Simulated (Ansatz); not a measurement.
Hf: the change of energy less free atoms and pressure with volume scale

All results are calculated (Ansatz 0.2.0). Periodic Kohn-Sham DFT of a crystal at fixed atoms, scaled to volume_scale times the given cell; pressure positive in compression, energy less spherical unpolarised free atoms, largest_vzz the field gradient of largest size among the nuclei.

The cell before it is scaled or strained (space group Fm-3m, No. 225):
```
Hf
1.0
      0.0000     2.2200     2.2200
      2.2200     0.0000     2.2200
      2.2200     2.2200     0.0000
Hf
1
Direct
  0.00000 0.00000 0.00000
```

Settings of every row: method all-electron LAPW; functional LDA; relativity scalar; k mesh 13x13x13; filling fermi-dirac; smearing width 0.03 eV; basis error target 1 meV/atom; nucleus gaussian.

Atom start moment: 0 on all atoms.

Limits: no spin-orbit coupling on heavy atoms.

| row | volume scale | V (Å³/atom) | energy less free atoms (eV/atom) | pressure (GPa) |
| --- | --- | --- | --- | --- |
| 1 | 0.94 | 20.569 | -8.0768 | 1.315 |
| 2 | 0.96 | 21.007 | -8.0769 | -1.155 |
| 3 | 0.98 | 21.444 | -8.0706 | -3.416 |
| 4 | 0.99 | 21.663 | -8.0652 | -4.47 |
| 5 | 1 | 21.882 | ? | ? |
| 6 | 1.01 | 22.101 | -8.0503 | -6.441 |
| 7 | 1.02 | 22.32 | -8.0408 | -7.362 |
| 8 | 1.04 | 22.757 | -8.0183 | -9.083 |
| 9 | 1.06 | 23.195 | -7.9914 | -10.652 |

Question: what energy less free atoms and pressure should row 5 give?

Worked fit of energy less free atoms. Take u = (V_r/V)^(2/3) − 1 with V_r = 21.882 Å³ an atom, which is twice the finite (Eulerian) strain; such expansions in the strain, on which the Birch-Murnaghan equation of state is built, carry the rest volume and the bulk modulus. The shown rows have u = 0.04212, 0.02758, 0.01357, 0.00673, -0.00662, -0.01313, -0.0258, -0.0381. Least squares give energy less free atoms = −8.0584 − 1.1227 × u + 16.506 × u² − 5.2 × u³ eV/atom; a parabola predicts inner rows, each left out in turn, worse (root mean square 9.9e-05 against 5.3e-05 eV/atom). The rows lie off it by 0.0000, 0.0000, 0.0000, 0.0000, -0.0001, 0.0000, 0.0001, 0.0000. Its lowest point lies at u = 0.0346, or V = 20.79 Å³ an atom, and the curvature there gives the bulk modulus at fixed shape and fractions, B = (4/9)(1 + u)² E″(u)/V = 117 GPa. The withheld row has u = 0, so the fit gives −8.0584 − 1.1227 × (0) + 16.506 × (0)² − 5.2 × (0)³ = -8.0584 eV/atom.

The calculation gave -8.0584 eV/atom. The fit meets it to the printed digit.

Worked fit of pressure. Take u = (V_r/V)^(2/3) − 1 with V_r = 21.882 Å³ an atom, which is twice the finite (Eulerian) strain; such expansions in the strain, on which the Birch-Murnaghan equation of state is built, carry the rest volume and the bulk modulus. The shown rows have u = 0.04212, 0.02758, 0.01357, 0.00673, -0.00662, -0.01313, -0.0258, -0.0381. Least squares give pressure = −5.4778 + 147.893 × u + 317.67 × u² GPa; a straight line predicts inner rows, each left out in turn, worse (root mean square 0.16 against 0.0032 GPa). The rows lie off it by 0.000, 0.002, -0.004, -0.002, 0.002, 0.003, -0.001, -0.001. The pressure vanishes at u = 0.0345, or V = 20.8 Å³ an atom, and there the bulk modulus at fixed shape and fractions is B = −V dP/dV = (2/3)(1 + u) dP/du = 117 GPa. The withheld row has u = 0, so the fit gives −5.4778 + 147.893 × (0) + 317.67 × (0)² = -5.478 GPa.

The calculation gave -5.478 GPa. The fit meets it to the printed digit.
